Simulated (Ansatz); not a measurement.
CuO2: pressure and energy above lowest point against volume per atom

All results are calculated (Ansatz 0.2.0 development build). Equation of state of a cubic crystal from periodic Kohn-Sham density functional theory without spin; pressure corrected for the finite basis.

Cell of the first row (space group Fm-3m, No. 225):
```
CELL_PARAMETERS angstrom
0.00000 2.36750 2.36750
2.36750 0.00000 2.36750
2.36750 2.36750 0.00000
ATOMIC_POSITIONS crystal
Cu 0.00000 0.00000 0.00000
O 0.25000 0.25000 0.25000
O 0.75000 0.75000 0.75000
```

Settings of every row: formula CuO2; structure type fluorite; functional PBE; spin treatment none; k mesh 20x20x20; occupation method fermi-dirac; occupation width 0.061225619 eV; wave cutoff 930 eV; datasets hand-made PAW; density cutoff ratio 5.

Limits: a cubic model structure, not a phase known at ambient conditions; no spin polarisation, a magnetic state may lie lower; the SCF threshold is loose for a stress in some rows.

| row | volume per atom (Å³) | pressure (GPa) | energy above lowest point (meV/atom) |
| --- | --- | --- | --- |
| 1 | 8.846 | ? | ? |
| 2 | 9.035 | 7.763 | 8.79 |
| 3 | 9.223 | 3.667 | 2.12 |
| 4 | 9.411 | 0.018 | 0 |
| 5 | 9.599 | -3.231 | 1.92 |
| 6 | 9.787 | -6.123 | 7.45 |
| 7 | 9.976 | -8.696 | 16.19 |

Question: what pressure and energy above lowest point should row 1 give?

Worked fit of pressure. Take u = (V_r/V)^(2/3) − 1 with V_r = 9.505 Å³ an atom, which is twice the finite (Eulerian) strain; such expansions in the strain, on which the Birch-Murnaghan equation of state is built, carry the rest volume and the bulk modulus. The shown rows have u = 0.03439, 0.02028, 0.00665, -0.00654, -0.0193, -0.03173. Least squares give pressure = −1.655 + 246.382 × u + 784.27 × u² + 421.4 × u³ GPa; a parabola predicts inner rows, each left out in turn, worse (root mean square 0.0056 against 0.0029 GPa). The rows lie off it by 0.000, -0.001, 0.000, 0.002, -0.002, 0.001. The pressure vanishes at u = 0.0066, or V = 9.412 Å³ an atom, and there the bulk modulus at fixed shape and fractions is B = −V dP/dV = (2/3)(1 + u) dP/du = 172 GPa. The withheld row has u = 0.04907, so the fit gives −1.655 + 246.382 × (0.04907) + 784.27 × (0.04907)² + 421.4 × (0.04907)³ = 12.373 GPa.

The calculation gave 12.362 GPa. The fit lies 0.011 GPa (0.052 % of the column's range) above it; its largest miss of a shown row is 0.002 GPa. This row lies beyond the range of the fit.

Worked fit of energy above lowest point. Take u = (V_r/V)^(2/3) − 1 with V_r = 9.505 Å³ an atom, which is twice the finite (Eulerian) strain; such expansions in the strain, on which the Birch-Murnaghan equation of state is built, carry the rest volume and the bulk modulus. The shown rows have u = 0.03439, 0.02028, 0.00665, -0.00654, -0.0193, -0.03173. Least squares give energy above lowest point = 0.489 − 147.62 × u + 11121.9 × u² + 5555 × u³ meV/atom; a parabola predicts inner rows, each left out in turn, worse (root mean square 0.065 against 0.014 meV/atom). The rows lie off it by 0.00, 0.00, 0.00, -0.01, 0.01, 0.00. Its lowest point lies at u = 0.0066, or V = 9.412 Å³ an atom, and the curvature there gives the bulk modulus at fixed shape and fractions, B = (4/9)(1 + u)² E″(u)/V = 172 GPa. The withheld row has u = 0.04907, so the fit gives 0.489 − 147.62 × (0.04907) + 11121.9 × (0.04907)² + 5555 × (0.04907)³ = 20.68 meV/atom.

The calculation gave 20.56 meV/atom. The fit lies 0.12 meV/atom (0.58 % of the column's range) above it; its largest miss of a shown row is 0.01 meV/atom. This row lies beyond the range of the fit.
